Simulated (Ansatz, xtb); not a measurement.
## BH3OSi2: which of two isomers lies lower

We compare X, `B1O[Si][SiH2]1`, a singlet, with Y, `B1O[SiH2][Si]1`, a singlet. Both are isolated molecules in the gas phase, relaxed with PBE0-D3(BJ)/def2-SVP.

Task: Estimate which is lower in electronic energy at CCSD(T)/def2-TZVP, and by roughly how much.

Result: The CCSD(T)/def2-TZVP calculation puts structure X lower, by 37.9 kJ/mol.

The same difference at several levels:

| level | geometry | E(Y) − E(X) (kJ/mol) | departure from the last row (kJ/mol) | job, with rough time for the two |
| --- | --- | --- | --- | --- |
| GFN2-xTB | GFN2-xTB | +9.0 | −28.9 | optimisation, 0.2 s |
| HF/STO-3G | GFN2-xTB | +94.4 | +56.4 | single point, 0.24 s |
| r2SCAN-D4/def2-SVP | GFN2-xTB | +72.3 | +34.3 | single point, 2.8 s |
| PBE0-D3(BJ)/def2-SVP | PBE0-D3(BJ)/def2-SVP | +46.0 | +8.1 | optimisation, 35 s |
| HF/def2-TZVP | PBE0-D3(BJ)/def2-SVP | +20.6 | −17.3 | part of the CCSD(T) run |
| MP2/def2-TZVP | PBE0-D3(BJ)/def2-SVP | +40.8 | +2.9 | part of the CCSD(T) run |
| CCSD(T)/def2-TZVP | PBE0-D3(BJ)/def2-SVP | +37.9 |  | single point, 38 s |

As drawn, both hold the same kinds of bond in the same numbers.

None of the levels shown reverses the order. The largest departure from CCSD(T)/def2-TZVP is that of HF/STO-3G, 56.4 kJ/mol.

With harmonic frequencies from PBE0-D3(BJ)/def2-SVP (ideal gas, rigid rotor, one conformer each, 298.15 K, 1 atm): the zero-point term adds +1.3 kJ/mol; ΔH is +39.6 and ΔG +36.5 kJ/mol.

The T1 diagnostic of structure X is large, so the coupled-cluster value is less sure. The correlated steps freeze 12 core orbitals. Run with Ansatz 0.2.0, xtb 6.7.1; the last row on 2 threads of Arm Neoverse V1 on a shared host.

X lies below Y at every level, and the small thermal terms show that the preference is essentially electronic. Since the drawn bonds match in kind, the difference probably comes from where the divalent silicon sits. In X it is bonded to oxygen, whose lone pair can donate into the empty silicon 3p orbital while its electronegativity stabilises the silylene lone pair. In Y its neighbours are boron and silicon, which are electropositive and offer no comparable π donation. The advantage is likely tempered because in X the divalent silicon competes with boron for the same oxygen π density.

At the same geometries and in the same basis, correlation widens the gap from 20.6 kJ/mol at Hartree–Fock to 40.8 at MP2, so mean-field bonding arguments alone don't account for its size. The order of these two singlets is better supported than its exact magnitude. Electropositive substituents generally narrow a silylene's singlet–triplet gap, so whether Y has a lower-lying triplet remains open.
